Cut the wavefunction of a two-electron atom at angular momentum $L$, and the nonrelativistic energy misses its limit by an amount of order $(L+1)^{-3}$. Today I show that the leading relativistic correction converges only as $(L+1)^{-1}$, derive the coefficients term by term, and put a number on it for Li$^+$ at $L=6$.

## Premises

I use atomic units, a point nucleus of infinite mass and charge $Z$, and first order in $\alpha^2$. The state is a singlet S state with a real spatial function $\Psi(r_1,r_2,\theta)$, symmetric under exchange and normalised over $d^3r_1\,d^3r_2$. It obeys $H\Psi=E\Psi$, with $H=\tfrac12(p_1^2+p_2^2)-Z/r_1-Z/r_2+1/r_{12}$.

**Premise 1, the operators.** With $\mathbf r=\mathbf r_1-\mathbf r_2$, $r=r_{12}$, $\mathbf n=\mathbf r/r$, the Breit–Pauli terms that survive in such a state are

$$H_{\rm MV}=-\tfrac{\alpha^2}{8}(p_1^4+p_2^4),\qquad H_{\rm D1}=\tfrac{\pi\alpha^2Z}{2}[\delta(\mathbf r_1)+\delta(\mathbf r_2)],\qquad H_{\rm D2}=-\pi\alpha^2\delta(\mathbf r),$$

$$H_{\rm SS}=-\tfrac{8\pi\alpha^2}{3}\,\mathbf s_1\!\cdot\!\mathbf s_2\,\delta(\mathbf r),\qquad H_{\rm OO}=-\tfrac{\alpha^2}{2}W_{ij}\,p_{1i}p_{2j},\quad W_{ij}=\frac{\delta_{ij}+n_in_j}{r}.$$

For a singlet $\mathbf s_1\cdot\mathbf s_2=-\tfrac34$, so $H_{\rm SS}=+2\pi\alpha^2\delta(\mathbf r)$. The spin–orbit and spin-dipolar terms are spin tensors of rank one and two and have no expectation value in a singlet. I define $\langle p_1^4\rangle=\|\nabla_1^2\Psi\|^2$.

**Premise 2, the structure at coalescence.** Away from $r_1=r_2=0$, $\Psi=A+r_{12}B$, where $A$ and $B$ are smooth functions of $r_1$, $r_2$ and $r_{12}^2$. I assume that the neighbourhood of the triple point does not change the leading orders; the radial weights $\rho^3$ and higher that we shall meet suppress it. Let $\Phi(\rho)=\Psi(\rho,\rho,0)$, both electrons at one point at distance $\rho$ from the nucleus. The relative motion has the operator $-\nabla_r^2+1/r$, and $\nabla_r^2 r=2/r$. The $1/r$ terms of the Schrödinger equation cancel only if $B=\Phi/2$ at $r=0$, which is Kato's cusp condition.

**Definitions.** Write $\Psi=\sum_l\psi_l(r_1,r_2)P_l(\cos\theta)$ and $\lambda=l+\tfrac12$. The projector $P$ keeps $l\le L$, and $Q=1-P$. In an S state the term $l$ is the component in which each electron has angular momentum $l$, so $P$ commutes with $\nabla_1^2$, $\nabla_2^2$, functions of $r_1$ and $r_2$, and exchange. $E_L[X]$ is the normalised expectation value of $X$ in the truncated function, the increment is $\Delta_l=E_l-E_{l-1}$, and the tail is $E_\infty-E_L=\sum_{l>L}\Delta_l$. The moments are

$$I_n=\int_0^\infty\Phi(\rho)^2\rho^n\,d\rho,\qquad I\equiv I_3 .$$

There are two truncated functions: the projection $P\Psi$ of the exact state, and the variational (CI) solution in the space $l\le L$ with a complete radial basis. I treat the projection first.

## Step 1: partial waves of the cusp

Let $t=r_</r_>$ and $x=\cos\theta$. Start from $1/r_{12}=r_>^{-1}\sum_nt^nP_n(x)$, multiply by $r_{12}^2=r_>^2(1+t^2-2tx)$, and use $xP_n=[(n+1)P_{n+1}+nP_{n-1}]/(2n+1)$. The coefficient of $P_l$ is

$$\{r_{12}\}_l=r_>\Big[(1+t^2)t^l-\frac{2l}{2l-1}t^l-\frac{2l+2}{2l+3}t^{l+2}\Big]=r_>\Big[\frac{t^{l+2}}{2l+3}-\frac{t^l}{2l-1}\Big].$$

At $r_1=r_2=\rho$, since $(2l+3)(2l-1)=4(\lambda^2-1)$, this is $-\rho/(\lambda^2-1)$. Multiplying once more by $r_{12}^2$ gives $\{r_{12}^3\}_l=9\rho^3/[(\lambda^2-1)(\lambda^2-4)]$ at $t=1$. The part $A$ is smooth in $x$, so its Legendre coefficients fall faster than any power. Expanding $B$ in $r_{12}^2$,

$$\psi_l(\rho,\rho)=-\tfrac12\rho\,\Phi(\rho)\,\lambda^{-2}+O(\lambda^{-4}).$$

The angular integral is $\int d\Omega_1d\Omega_2\,P_lP_{l'}=16\pi^2\delta_{ll'}/(2l+1)=8\pi^2\delta_{ll'}/\lambda$. The function $\psi_l$ has height $\lambda^{-2}$ and, through $t^l$, width $\rho/\lambda$ in $r_1-r_2$. Its norm squared is then $O(\lambda^{-4}\lambda^{-1}\lambda^{-1})=O(\lambda^{-6})$, so renormalisation affects nothing before that order.

## Step 2: the two contact terms

At $\theta=0$ every $P_l$ equals one, so the truncated function at coalescence is $\Phi+\tau_L$ with $\tau_L=-\sum_{l>L}\psi_l(\rho,\rho)$. The sum telescopes:

$$\sum_{l>L}\frac1{\lambda^2-1}=\frac12\Big[\frac1{L+1/2}+\frac1{L+3/2}\Big]=\frac1{L+1}+O(L^{-3}),\qquad \tau_L=\frac{\rho\,\Phi}{2(L+1)}+O(L^{-3}).$$

The truncated function cannot dig the cusp to its full depth and is too large at coalescence. Then

$$\langle\delta(\mathbf r)\rangle_L=4\pi\!\int(\Phi+\tau_L)^2\rho^2d\rho=\langle\delta(\mathbf r)\rangle+\frac{4\pi I}{L+1}+\frac{\pi I_4}{(L+1)^2}+O(L^{-3}).$$

Because $1/(l+1)-1/l=-1/(\lambda^2-\tfrac14)$, the increment of $\langle\delta\rangle$ tends to $-4\pi I\lambda^{-2}$. Multiply by $-\pi\alpha^2$ and by $+2\pi\alpha^2$:

$$\Delta_l[{\rm D2}]\to+4\pi^2\alpha^2I\,\lambda^{-2},\qquad \Delta_l[{\rm SS}]\to-8\pi^2\alpha^2I\,\lambda^{-2}.$$

## Step 3: the mass-velocity term

By exchange symmetry $\langle H_{\rm MV}\rangle=-\tfrac{\alpha^2}{4}\|\nabla_1^2\Psi\|^2$. Since $P$ commutes with $\nabla_1^2$ and different $l$ are orthogonal,

$$\Delta_l[{\rm MV}]=-\frac{\alpha^2}{4}\,\frac{8\pi^2}{\lambda}\iint\big[(\nabla_1^2\Psi)_l\big]^2r_1^2r_2^2\,dr_1dr_2 .$$

With $\mathbf R=(\mathbf r_1+\mathbf r_2)/2$ we have $\nabla_1=\nabla_r+\tfrac12\nabla_R$, and

$$\nabla_1^2(rB)=\frac{2B}{r}+\mathbf n\cdot\nabla_RB+O(r).$$

The second term is odd under exchange and the first is even, so within each $l$ they are orthogonal. The square of the second term, and the product of the first with the $O(r)$ terms, have two more powers of $r$ than $1/r^2$. Each power of $r$ costs a factor $1/\lambda$, so these enter at $\lambda^{-4}$. We are left with $(2B/r)_l=2B_0\,t^l/r_>$, where $B_0$ is $B$ at $r_{12}^2=0$. By symmetry in $r_1,r_2$, $2B_0=\Phi(\tfrac{r_1+r_2}{2})+O((r_1-r_2)^2)$. Put $r_>=\rho$, $r_<=t\rho$, and count both orderings:

$$2\int d\rho\,\rho^3\int_0^1dt\,t^{2l+2}\Big[\Phi^2-\tfrac12\rho(1-t)\,(\Phi^2)'\Big].$$

Here $\int_0^1t^{2l+2}dt=1/(2\lambda+2)$, $\int_0^1t^{2l+2}(1-t)\,dt=1/(4\lambda^2)+O(\lambda^{-3})$, and $\int\rho^4(\Phi^2)'d\rho=-4I$ by parts. The integral is $I[1/(\lambda+1)+1/\lambda^2]=I/\lambda+O(\lambda^{-3})$. Therefore

$$\Delta_l[{\rm MV}]=-2\pi^2\alpha^2I\,\lambda^{-2}+O(\lambda^{-4}).$$

**Question.** *Why should $p^4$ converge like a delta function?*

Because on the cusp it is one: $\nabla_r^4(r/2)=\nabla_r^2(1/r)=-4\pi\delta(\mathbf r)$. The next step makes that literal.

## Step 4: the local picture

For large $l$ and small $\theta$, $P_l(\cos\theta)\approx J_0(\lambda\theta)$. At distance $\rho$ the transverse separation is $\rho\theta$, so partial wave $l$ is a cylindrical wave with transverse relative momentum $k_\perp=\lambda/\rho$. By the midpoint rule $\sum_{l>L}$ becomes $\int_{L+1}^\infty d\lambda$. To leading order, then, $Q$ keeps the region $k_\perp>\kappa=(L+1)/\rho$, with any radial momentum $k_z$. The cusp function $u=r/2$ has the transform $\hat u=-4\pi/k^4$, from $\nabla^2u=1/r$. Integrating over $k_z$ and then over $2\pi k_\perp dk_\perp$,

$$\int_Q\frac{d^3k}{k^4}=\frac{\pi^2}{\kappa},\qquad\int_Q\frac{d^3k}{k^5}=\frac{4\pi}{3\kappa^2},\qquad\int_Q\frac{d^3k}{k^6}=\frac{\pi^2}{4\kappa^3}.$$

A local result $C\kappa^{-m}$ per unit $\Phi^2$ becomes $4\pi C\,I_{m+2}(L+1)^{-m}$ after integration over $d^3R$. Two tests against the exact steps: $Qu(0)=-4\pi(2\pi)^{-3}\pi^2/\kappa=-1/(2\kappa)$, which is $-\tau_L/\Phi$. The mass-velocity tail is $-\tfrac{\alpha^2}4(2\pi)^{-3}\int_Qk^4\hat u^2d^3k=\pi\alpha^2Qu(0)$, which gives $-2\pi^2\alpha^2I/(L+1)$, the sum of the increments of Step 3.

The same picture gives the nonrelativistic energy. From $(H-E)\Psi=0$ it follows that $\langle P\Psi|H-E|P\Psi\rangle=\langle Q\Psi|H-E|Q\Psi\rangle$, and the relative kinetic energy $k^2$ dominates: $(2\pi)^{-3}16\pi^2\int_Qk^{-6}d^3k=\pi/(2\kappa^3)$. Hence

$$E_L[H]-E=\frac{2\pi^2I_5}{(L+1)^3},\qquad\Delta_l[H]\to-6\pi^2I_5\lambda^{-4}.$$

For unscreened hydrogenic orbitals $\pi^2I_5=15/512$, and the coefficient is $-45/256$, Schwartz's second-order result.

## Step 5: the orbit–orbit term

**Question.** *You have an operator left. Does it join the $\lambda^{-2}$ group?*

It does not. On the cusp $p_{1i}p_{2j}\to+\partial_i\partial_j$ in the relative coordinate, and $\partial_i\partial_ju=(\delta_{ij}-n_in_j)/(2r)$. The contraction gives $W_{ij}\partial_i\partial_ju=(3-1+1-1)/(2r^2)$, so $H_{\rm OO}u=-\alpha^2/(2r^2)$. The transform of $1/r^2$ is $2\pi^2/k$, and

$$\langle Qu|H_{\rm OO}|u\rangle=(2\pi)^{-3}\,4\pi^3\alpha^2\!\int_Qk^{-5}d^3k=\frac{2\pi\alpha^2}{3\kappa^2}.$$

The tail is $2\langle Qu|H_{\rm OO}|u\rangle-\langle Qu|H_{\rm OO}|Qu\rangle$. To bound the second piece, note that $W_{ij}$ is divergence-free and has trace $4/r$, so its transform is $8\pi q^{-2}(\delta_{ij}-q_iq_j/q^2)$. The kernel between $\mathbf k$ and $\mathbf k'$ is then $4\pi\alpha^2|\mathbf k\times\mathbf k'|^2/|\mathbf k-\mathbf k'|^4\ge0$, and $\hat u(k)\hat u(k')>0$. The second piece integrates a positive function over part of the region of $\langle Qu|H_{\rm OO}|u\rangle$ and lies between zero and that value. The orbit–orbit tail therefore lies between $\tfrac83$ and $\tfrac{16}3$ times $\pi^2\alpha^2I_4(L+1)^{-2}$. It is positive, and its increments go as $\lambda^{-3}$. Terms in which $H_{\rm OO}$ acts on the smooth part of $\Psi$ produce only $1/r$ singularities or exchange-odd ones and enter at $L^{-3}$.

## Step 6: from the projection to the CI function

Write the CI function as $P\Psi+\eta$, with $\eta$ in the $P$ space. Only $1/r$ connects $P$ and $Q$, so $P(H-E)P\Psi=-P\,r^{-1}Q\Psi$. Up to the energy shift, which is $O(L^{-3})$, the CI equation becomes $P(H-E)\eta=+P\,r^{-1}Q\Psi$. Locally,

$$\frac{\eta(0)}{\Phi}=\int_P\frac{d^3k}{(2\pi)^3}\frac1{k^2}\int_Q\frac{d^3k'}{(2\pi)^3}\frac{4\pi}{|\mathbf k-\mathbf k'|^2}\,\hat u(k').$$

The integrand is negative. Extending $\mathbf k$ to all space gives the transform of $1/(4\pi r^2)$, namely $\pi/(2k')$, and the bound $(2\pi)^{-3}2\pi^2\cdot4\pi/(3\kappa^2)$. So $-1/(3\kappa^2)<\eta(0)/\Phi<0$. Relaxation lowers the overshoot $\tau_L$, by one order in $1/\kappa$ less than the overshoot itself.

The two contact terms sum to $\pi\alpha^2\delta(\mathbf r)$ and change by $2\pi\alpha^2\Phi\,\eta(0)$. The mass-velocity term changes by $-\tfrac{\alpha^2}{2}\Phi(2\pi)^{-3}\int_Pk^4\hat u\,\hat\eta\,d^3k=2\pi\alpha^2\Phi\,\eta(0)$ as well. Relaxation thus adds between $0$ and $\tfrac{16}3$ times $\pi^2\alpha^2I_4(L+1)^{-2}$ to the tail. In the energy it enters quadratically, as $\int|\nabla\eta|^2d^3r=O(\kappa^{-5})$. The three $\lambda^{-2}$ coefficients and the $\lambda^{-4}$ energy coefficient are the same for both truncated functions.

## Step 7: the one-electron Darwin term

Here the two truncations differ. Since $\psi_l\propto r_1^l$ as $r_1\to0$, only $\psi_0$ is seen by $\delta(\mathbf r_1)$. For the projection, $\psi_0$ is fixed and the increments come from normalisation alone, $O(\lambda^{-6})$. In the CI function $\psi_0$ relaxes. Add $\epsilon D$ to $H$, with $D=\delta(\mathbf r_1)+\delta(\mathbf r_2)$ smeared over a small sphere whose radius goes to zero at the end. This leaves the electron–electron cusp alone, so the energy formula of Step 4 holds with $I_5(\epsilon)$. The Hellmann–Feynman theorem holds for the exact and for the variational energy, and differentiation at $\epsilon=0$ gives

$$\Delta_l[{\rm D1}]\to-3\pi^3\alpha^2Z\,\frac{dI_5}{d\epsilon}\,\lambda^{-4}.$$

For a size, take the large-$Z$ limit, $\Phi=\phi^2$ with $\phi=(Z^3/\pi)^{1/2}e^{-Z\rho}$. The first-order orbital is $f\phi$, where $-\tfrac12\nabla^2f+Zf'=Z^3/\pi-\delta(\boldsymbol\rho)$. Substitution confirms $f=-1/(2\pi\rho)+(Z/\pi)\ln\rho+(Z^2/\pi)\rho+d$, with $d$ fixed by orthogonality to $\phi$. Then $dI_5/d\epsilon=4I_5\bar f$, where $\bar f$ is the average of the first three terms with weight $\rho^5e^{-4Z\rho}$ minus their average with weight $\rho^2e^{-2Z\rho}$. The three differences, in units of $Z/\pi$, are $-\tfrac25+\tfrac12$, then $\tfrac13+\tfrac14+\tfrac15-\ln2$, then $\tfrac32-\tfrac32$. Their sum is $\tfrac{53}{60}-\ln2=0.1902$, and the tail is $-\tfrac{15}{128}(\tfrac{53}{60}-\ln2)Z^2\alpha^2(L+1)^{-3}$.

## The result

$$E_\infty-E_L=-\frac{6\pi^2\alpha^2I}{L+1}+\frac{b\,\pi^2\alpha^2I_4}{(L+1)^2}+O(L^{-3}),$$

where $-6=-2+4-8$. The constant $b$ collects $-1$ from the square of $\tau_L$, the orbit–orbit term and the relaxation. This gives $\tfrac53<b<\tfrac{13}3$ for the projection and $\tfrac53<b<\tfrac{29}3$ for CI. The total increments are $-6\pi^2\alpha^2I\lambda^{-2}$, and a truncated calculation lies above the limit.

**Question.** *And if I drop the terms that come from the Breit interaction?*

Then SS and OO go, and MV plus D2 leave $+2\pi^2\alpha^2I\lambda^{-2}$. The rate is unchanged, the size is one third, and the sign is reversed.

## Li$^+$ at $L=6$

We need $\Phi$. I take the Hylleraas form $\Psi=(\zeta^3/\pi)\mathcal N^{-1/2}e^{-\zeta(r_1+r_2)}(1+c\,r_{12})$. For a product $\phi_0g(r_{12})$ the energy numerator is the average over $\phi_0^2$ of $g^2\,(H\phi_0)/\phi_0+g'^2$. The averages $\langle r_{12}\rangle=35/(16\zeta)$, $\langle r_{12}^2\rangle=6/\zeta^2$, $\langle1/r_{12}\rangle=5\zeta/8$, and $\langle r_{12}^m(1/r_1+1/r_2)\rangle=2\zeta,\ \tfrac{15}4,\ 9/\zeta$ for $m=0,1,2$, give

$$\mathcal N=1+\frac{35c}{8\zeta}+\frac{6c^2}{\zeta^2},$$

$$E=-\zeta^2+\frac1{\mathcal N}\Big[(\zeta-Z)\Big(2\zeta+\frac{15c}2+\frac{9c^2}\zeta\Big)+\frac{5\zeta}8+2c+\frac{35c^2}{16\zeta}+c^2\Big].$$

For $Z=3$ the minimum, $-7.268\,E_h$, lies at $\zeta=2.856$, $c=0.335$, and with these rounded values $\mathcal N=1.596$. From $\Phi^2=\zeta^6e^{-4\zeta\rho}/(\pi^2\mathcal N)$,

$$\pi^2I=\frac{3\zeta^2}{128\mathcal N}=0.1198,\qquad\pi^2I_4=\frac{3\zeta}{128\mathcal N}=0.0419,\qquad\pi^2I_5=\frac{15}{512\mathcal N}=0.01836 .$$

With $\alpha^2E_h=53.25\ \mu E_h$ and $L+1=7$, the model's leading tails are:

| term | coefficient of $\pi^2\alpha^2I\lambda^{-2}$ | tail in $\alpha^2E_h$ | tail in $\mu E_h$ |
|---|---|---|---|
| MV | $-2$ | $-0.0342$ | $-1.82$ |
| D2 | $4$ | $0.0685$ | $3.65$ |
| SS | $-8$ | $-0.1369$ | $-7.29$ |
| sum | $-6$ | $-0.1027$ | $-5.47$ |

The last increment kept, $l=6$, is $-0.91\ \mu E_h$ by the leading formula. What is still missing is $\lambda^2/(L+1)=6.04$ times that, so the last increment is a poor guide to convergence.

The digits in the table are arithmetic, not accuracy. The $b$ term reduces the magnitude by $b/[6\zeta(L+1)]$, between 1.4 and 8.1 per cent for CI, which puts the tail between $-5.4$ and $-5.0\ \mu E_h$. The $O(L^{-3})$ terms have relative order $(L+1)^{-2}$, about 2 per cent times coefficients that I have not derived in full. One of them is D1, whose large-$Z$ estimate at $Z=3$ is $-5.8\times10^{-4}\alpha^2E_h$, or 0.6 per cent of the sum. The mass-velocity term has a relaxation of the same origin and order.

**Question.** *Your model has $c=0.335$, not one half. Is that consistent?*

I use the model only for the coalescence amplitude, and the slope one half comes from the exact equation. The model's own partial waves would give contact increments scaled by $2c$ and mass-velocity increments scaled by $4c^2$. The amplitude is the weakest link. Setting $c=\tfrac12$ at the same $\zeta$ gives $\pi^2I=0.0980$, lower by 18 per cent, and a leading tail of $-4.5\ \mu E_h$. One figure is what I can defend.

**Question.** *Does it matter in practice?*

Take about $-12\,\alpha^2E_h$, or $-0.64\ {\rm m}E_h$, as a typical size of the whole Breit–Pauli shift of the Li$^+$ ground state. The tail is then about 0.9 per cent of it. The nonrelativistic tail at the same cut, $2\pi^2I_5/7^3$, is $107\ \mu E_h$ in the model and far larger. The two leading tails become equal at $L+1=[I_5/(3\alpha^2I)]^{1/2}\approx31$. Once the nonrelativistic energy is extrapolated or obtained with explicit correlation, the relativistic tail remains, and brute force needs $L+1\approx38$ to bring it to $1\ \mu E_h$. The two-point form $(L+1)E_L-L\,E_{L-1}$ cancels the leading term and leaves $b\,\pi^2\alpha^2I_4/[L(L+1)]$, between $0.09$ and $0.5\ \mu E_h$ at $L=6$, plus the $O(L^{-3})$ terms.

## Range of validity

The rates are asymptotic, with expansion parameters $I_4/[I(L+1)]$ and $(L+1)^{-2}$; for diffuse systems such as H$^-$ the first is larger and the onset later. They require a radially complete basis in every partial wave, because $\psi_l$ has width $\rho/\lambda$. They hold for expectation values of the operators exactly as written, over a nonrelativistic function cut in $l$. Rewriting $p^4$ through the Schrödinger equation leaves the limit unchanged but changes the finite-$L$ values, and a four-component expansion cut by other quantum numbers needs its own analysis. For triplet states $\Phi=0$ and all three $\lambda^{-2}$ coefficients vanish. A wavefunction that contains $r_{12}$ with the exact cusp removes them too. Since $I$ grows as $Z^2$ while the shift grows as $Z^4$, the relative weight of the tail falls along the isoelectronic series, and the treatment needs $Z\alpha\ll1$. Physics beyond Breit–Pauli is not covered. For Li$^+$ the next Dirac order, $\alpha^4Z^6/8$ in magnitude for two unscreened 1s electrons, is $0.26\ \mu E_h$. The radiative scale $\alpha^3Z^4$ is $31\ \mu E_h$ before logarithms and screening, larger than the tail, so it must be added before any comparison with a spectrum. Within Breit–Pauli theory, the model says that a Li$^+$ calculation cut at $L=6$ places the relativistic shift too high by about $5\ \mu E_h$, that is $1.1\ {\rm cm}^{-1}$, with the coalescence amplitude uncertain at the level shown by the two choices of $c$.